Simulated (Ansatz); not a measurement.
**GeH2S (SMILES [SH][GeH]): the energy, rung by rung**

GeH2S has 4 atoms, charge 0, and is taken as a singlet. SMILES: `[SH][GeH]`. The shape is that of a PBE0-D4/def2-TZVP optimisation.

```csv
atom,x (Å),y (Å),z (Å)
S,-0.4433,-1.2018,0.2717
Ge,-0.8417,0.7379,-0.7436
H,0.7792,-0.9621,0.7712
H,0.5612,1.3659,-0.3194
```

Each level gives the energy change with the S1–H3 bond stretched from 1.342 to 2.684 Å (eV). The values are calculated.

```
                       level                    kind  program  value (eV)  less FCI/STO-3G  CPU time (all runs)
      HF/STO-3G (restricted)            Hartree–Fock   Ansatz        7.58            +4.02               0.45 s
    BLYP/STO-3G (restricted)                     GGA   Ansatz        4.16            +0.60                  5 s
  revPBE/STO-3G (restricted)                     GGA   Ansatz        4.24            +0.68                5.7 s
 wB97M-V/STO-3G (restricted)  range-separated hybrid   Ansatz        6.00            +2.44                 48 s
   wB97X/STO-3G (restricted)  range-separated hybrid   Ansatz        6.18            +2.62                 15 s
 BCCD(T)/STO-3G (restricted)   coupled cluster or CI   Ansatz        3.61            +0.05                1.1 s
 CCSD(T)/STO-3G (restricted)   coupled cluster or CI   Ansatz        3.60            +0.04                0.9 s
CCSDT(Q)/STO-3G (restricted)   coupled cluster or CI   Ansatz        3.55            -0.01                1.8 s
                  FCI/STO-3G      exact in the basis   Ansatz        3.56             0.00                 18 s
```

FCI/STO-3G is exact within its basis and frozen core, so for wave-function methods in that basis the difference is their error; functionals converge differently with the basis, so for them it is only a difference. Spin-restricted single references rise too steeply as a bond breaks, Hartree–Fock most of all. Perturbation and coupled-cluster corrections on them can overshoot downwards. All-electron rows without a relativistic Hamiltonian named are non-relativistic. The first shape isn't each level's own minimum. The values span 3.55 to 7.58 eV. All rows use very small basis sets, so even the best lies far from the true value. In the correlated wave-function rows the outer d shell of Ge is correlated, in sets not made for it. CPU times are rough (shared hosts, several kinds of processor): they show what a rung costs within a factor of a few.

Stretching the S–H bond separates the levels mainly by how they treat left–right correlation. As the overlap between sulfur and hydrogen falls, the σ and σ* orbitals draw together and the singlet needs both configurations. A single doubly occupied σ orbital instead keeps too much ionic character, with both electrons on the same fragment, which is why Hartree–Fock lies 4.02 eV above FCI.

The two GGAs give much smaller rises than the two range-separated hybrids, probably because their localised exchange hole mimics part of this static correlation, whereas long-range exact exchange removes that help.

The coupled-cluster values all stay within 0.05 eV of FCI, so at this stretch the correlation can still be recovered from a single reference. Brueckner orbitals bring no gain over CCSD(T), which suggests that orbital relaxation is not the limiting factor; CCSDT(Q) comes closest. One stretched geometry does not establish that this accuracy persists to full separation, nor does it give the S–H dissociation energy.
